An electron that leaves this slab of lead dioxide can go out through either of two unlike faces. The low side of the slab ends in oxygen, at a height of 7.57 Å, and the high side ends in bare lead, at 16.62 Å. The table follows the electron's potential energy, averaged over each plane parallel to the faces, from the vacuum on one side to the vacuum on the other. What should it be at the two lowest heights, 2.69 and 3.29 Å, beyond the oxygen face?

Ansatz 0.2.0, scalar-relativistic PBE with plane waves and PAW, without spin polarisation, for a relaxed 12-atom slab of rutile PbO2 (100). The wave cutoff is 420 eV, the k mesh 10×7×1 and the Gaussian smearing 0.1 eV, with a dipole correction at the cell boundary. The potential energy is the smooth electrostatic one, averaged over planes parallel to the faces.

```
height (Å)  potential energy of an electron from the Fermi level (valence top where gapped) (eV)
      2.69                                                                                     ?
      3.29                                                                                     ?
      3.88                                                                                 6.450
      4.48                                                                                 6.440
      5.08                                                                                 6.440
      5.67                                                                                 6.430
      6.27                                                                                 6.330
      6.87                                                                                 5.460
      7.47                                                                                 0.680
      8.06                                                                                -3.200
      8.66                                                                                -6.180
      9.26                                                                                -8.280
      9.86                                                                                -0.780
     10.45                                                                                -0.170
     11.05                                                                                -5.190
     11.65                                                                                -4.360
     12.24                                                                                -4.220
     12.84                                                                                -1.960
     13.44                                                                                -4.670
     14.04                                                                                -4.300
     14.63                                                                                -4.650
     15.23                                                                                -1.240
     15.83                                                                                -3.910
     16.43                                                                                -5.260
     17.02                                                                                -4.000
     17.62                                                                                 1.680
     18.22                                                                                 3.500
     18.81                                                                                 3.870
     19.41                                                                                 3.950
     20.01                                                                                 3.960
     20.61                                                                                 3.960
     21.20                                                                                 3.970
```

Start with the four rows from 3.88 to 5.67 Å. They agree within 0.02 eV, while inside the slab the potential can change by several electronvolts from one row to the next. Poisson's equation explains the calm. For an electron's potential energy V at height z, where the only charge is an electron density n, it reads

d²V/dz² = −e² n / ε₀

with e the elementary charge and ε₀ the vacuum permittivity. Where n has died away, V must be a straight line, and if no field crosses the vacuum, that line is level.

How far out does the density reach? An electron at the zero of the table lies about 6.4 eV below this vacuum, so outside the slab its wave function decays as in tunnelling. With m the electron mass and W that depth, the density falls as exp(−2κd) over a distance d, where

κ = √(2mW) / ħ

This gives 2κ ≈ 2.6 per Å. From one row to the next, 0.6 Å further out, the tail shrinks about fivefold.

Far enough out, the potential should therefore close in on its vacuum value V₀ at the same rate:

V(z) = V₀ − B exp[2κ(z − 6.27 Å)]

A least-squares fit to the five known rows up to 6.27 Å, with κ held at the value above, gives V₀ = 6.45 eV and B = 0.12 eV. Now take 3.29 Å, which was not in the fit. It lies 2.98 Å further out than 6.27 Å, so the tail is smaller by exp(−7.7), or about 0.0004. Of the 0.12 eV, only some 0.00005 eV is left, far below the last digit of the table.

The formula gives the slowest decay to be expected, and the known rows fall faster: from 6.27 to 5.67 Å the shortfall below the fitted V₀ of 6.447 eV drops from 0.117 to 0.017 eV, about sevenfold rather than fivefold. The estimate of the leftover tail is thus on the safe side. The mismatch is plainest at 6.87 Å. There the potential lies 0.99 eV below V₀, whereas the formula allows only 0.55 eV. This height is just 0.7 Å from the outermost oxygen nuclei. So close in, theory expects electrons that are bound more deeply, and whose density decays faster, to add to the slow tail.

For the two open rows the forecast is thus a continued plateau, with no further rise or fall that can be seen. At 3.29 Å it is 6.45 eV, with a range of 6.43 to 6.47 eV. At 2.69 Å it is again 6.45 eV, but with a range of 6.42 to 6.48 eV. The second range is wider because that row lies nearest to the cell boundary, where the dipole correction presumably places its jump in potential.

The withheld rows as computed:

```
height (Å)  potential energy of an electron from the Fermi level (valence top where gapped) (eV)
      2.69                                                                                 6.450
      3.29                                                                                 6.450
```

Both forecasts agree with the computed values within the table's rounding of 0.01 eV. A straight line drawn through the ends of the known plateau gives 6.46 eV at both heights, only 0.01 eV away, but it overshoots the run's own vacuum level on this side, 6.446 eV. Both plateaus also rise away from the slab, whereas a leftover field would tilt them the same way along the height, so the slight slope is the end of the electron tail. The level vacuum is not an independent discovery, however, because the dipole correction is there to produce it. Without it, the difference between the two sides would appear as a tilt of the vacuum, some 0.1 to 0.2 eV per Å depending on how well the slab screens the field. Three ångströms of vacuum would then shift the reading by several tenths of an electronvolt.

Further down the table comes the slab itself, where the potential climbs from −8.28 eV at 9.26 Å to −0.17 eV at 10.45 Å. Such swings belong to the individual atomic planes. They are sampled only every 0.6 Å, and the potential has been smoothed near the nuclei. They should not be read as a field running through the material.

Beyond the lead face the curve levels off again, now near 3.96 eV. The approach takes longer on this side: at 18.81 Å, 2.2 Å outside the last lead plane, the potential is still 0.1 eV short of its final value. A lower vacuum level lets the electron tail reach further, and lead is also a larger atom than oxygen. The rows fit both: the shortfall shrinks about fivefold per row here, against about sevenfold beyond the oxygen face, and it starts larger, at 2.3 eV 1.0 Å outside the lead plane, against 0.99 eV only 0.7 Å outside the oxygen plane. For this slab, a vacuum level read about 3 Å or more outside either face is good to a few hundredths of an electronvolt.

The two plateaus differ by 2.48 eV, more than a hundred times the scatter within either. This slab therefore has no single work function: an electron needs about 2.5 eV less to leave through the lead face. The run finds the slab metallic, so the zero of the table is the Fermi level and each plateau is the work function of its own face. Both values belong to this thin slab with its small surface cell and its polar cut; a cut between two oxygen planes would be expected to give two like oxygen faces and no step, and the faces of a real crystal could rearrange further. PBE tends to make gaps too small, which can misplace that zero. Spin–orbit coupling, left out here, can shift the levels of lead and with them the zero of the scale.

Electrostatics turns the step into a dipole. For a slab with dipole p per surface cell of area A, the step is

ΔV = e p / (ε₀ A)

The cell measures 3.442 Å × 5.083 Å = 17.5 Å², and e²/ε₀ is 181 eV Å. Hence p/e = 2.48 × 17.5 / 181 = 0.24 Å, as if one electron per cell had been moved by a quarter of an ångström. The negative end is on the oxygen side, where the electron's energy outside is higher. A dipole of only 0.1 e Å in a cell of this size already shifts one vacuum level against the other by 1 eV.

That small dipole is the surprising part. Put fixed charges of +4 on every lead and −2 on every oxygen, at the positions in this slab, and the dipole comes to about 16 e Å, enough for a step of well over a hundred electronvolts. The electrons must have rearranged to cancel nearly all of it.

The shape of the slab suggests how. Just beneath the outer oxygen and lead planes of the oxygen side, at 9.14 and 9.68 Å, two oxygen atoms per cell form a chain with contacts of 1.81 Å, far shorter than between separate oxide ions, and the lead atom on the lead face has only three oxygen neighbours. Both would fit a transfer of two electrons per cell from the chain to the outer lead, making it Pb(II). In the same crude count this cuts the dipole to about 2 e Å, and the polarisation of the ions and covalent bonding could remove most of the rest. The orbital populations from the same run support this reading. The outer lead holds about 1.8 electrons in its 6s shell, against 1.2 on the other lead atoms, while the chain oxygens hold about 4.5 in 2p, against more than 4.8 on the other oxygens. Such populations show where electrons have gathered and where they are missing, but they do not count whole electrons transferred. The chain itself is less certain: the run leaves out spin, its symmetry keeps the chain from pairing into separate O₂ units, and the functional is unreliable for stretched O–O bonds.
